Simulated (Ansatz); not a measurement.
## La: energy change per atom and pressure against volume scale

Plane-wave DFT, scalar-relativistic PAW made under PBE with cores redone for the functional, no dispersion; the given relaxed cell is scaled uniformly, energy at zero smearing counts from the unscaled cell, pressure at the given Fermi-Dirac smearing is positive in compression. The results are calculated, by Ansatz 0.2.0.

The cell before it is scaled or strained (space group Im-3m, No. 229):
```
cell vectors (Å)
  -2.1264     2.1264     2.1264
   2.1264    -2.1264     2.1264
   2.1264     2.1264    -2.1264
atoms (fractions of the cell vectors)
La  0.00000  0.00000  0.00000
```

Settings of every row: spin polarised no; functional r2SCAN; wave cutoff 500 eV; smearing width 0.1 eV; k mesh 12x12x12.

Atom starting moment: 0 on all atoms.

Limits: the cell comes from a prototype or a list of computed structures and needn't be the stable phase.

```
row  volume scale  V (Å³/atom)  energy change per atom (meV)  pressure (GPa)
  1          0.88       33.844                             ?               ?
  2          0.92       35.382                         21.25            2.34
  3          0.96        36.92                          4.99             1.1
  4          1.04       39.997                           5.1           -0.95
  5          1.08       41.535                         19.01           -1.78
  6          1.12       43.074                         40.49           -2.49
```

Question: what energy change per atom and pressure should row 1 give?

Worked fit of energy change per atom. Take u = (V_r/V)^(2/3) − 1 with V_r = 39.997 Å³ an atom, which is twice the finite (Eulerian) strain; such expansions in the strain, on which the Birch-Murnaghan equation of state is built, carry the rest volume and the bulk modulus. The shown rows have u = 0.08517, 0.05482, 0, -0.02484, -0.04821. Least squares give energy change per atom = 5.352 − 392.767 × u + 6846.34 × u² meV; a straight line predicts inner rows, each left out in turn, worse (root mean square 13 against 0.75 meV). The rows lie off it by -0.31, 0.59, -0.25, -0.32, 0.29 (root mean square 0.37 meV). The withheld row has u = 0.1178, so the fit gives 5.352 − 392.767 × (0.1178) + 6846.34 × (0.1178)² = 54.09 meV.

The calculation gave 50.14 meV. The fit lies 3.95 meV (7.9 % of the value, 8.7 % of the column's range) above it; its largest miss of a shown row is 0.59 meV. This row lies beyond the range of the fit.

Worked fit of pressure. Take u = (V_r/V)^(2/3) − 1 with V_r = 39.997 Å³ an atom, which is twice the finite (Eulerian) strain; such expansions in the strain, on which the Birch-Murnaghan equation of state is built, carry the rest volume and the bulk modulus. The shown rows have u = 0.08517, 0.05482, 0, -0.02484, -0.04821. Least squares give pressure = −0.947 + 34.48 × u + 49 × u² GPa; a straight line predicts inner rows, each left out in turn, worse (root mean square 0.095 against 0.012 GPa). The rows lie off it by -0.01, 0.01, 0.00, -0.01, 0.01. The pressure vanishes at u = 0.0265, or V = 38.46 Å³ an atom, and there the bulk modulus at fixed shape and fractions is B = −V dP/dV = (2/3)(1 + u) dP/du = 25.4 GPa. The withheld row has u = 0.1178, so the fit gives −0.947 + 34.48 × (0.1178) + 49 × (0.1178)² = 3.79 GPa.

The calculation gave 3.77 GPa. The fit lies 0.02 GPa (0.32 % of the column's range) above it; its largest miss of a shown row is 0.01 GPa. This row lies beyond the range of the fit.
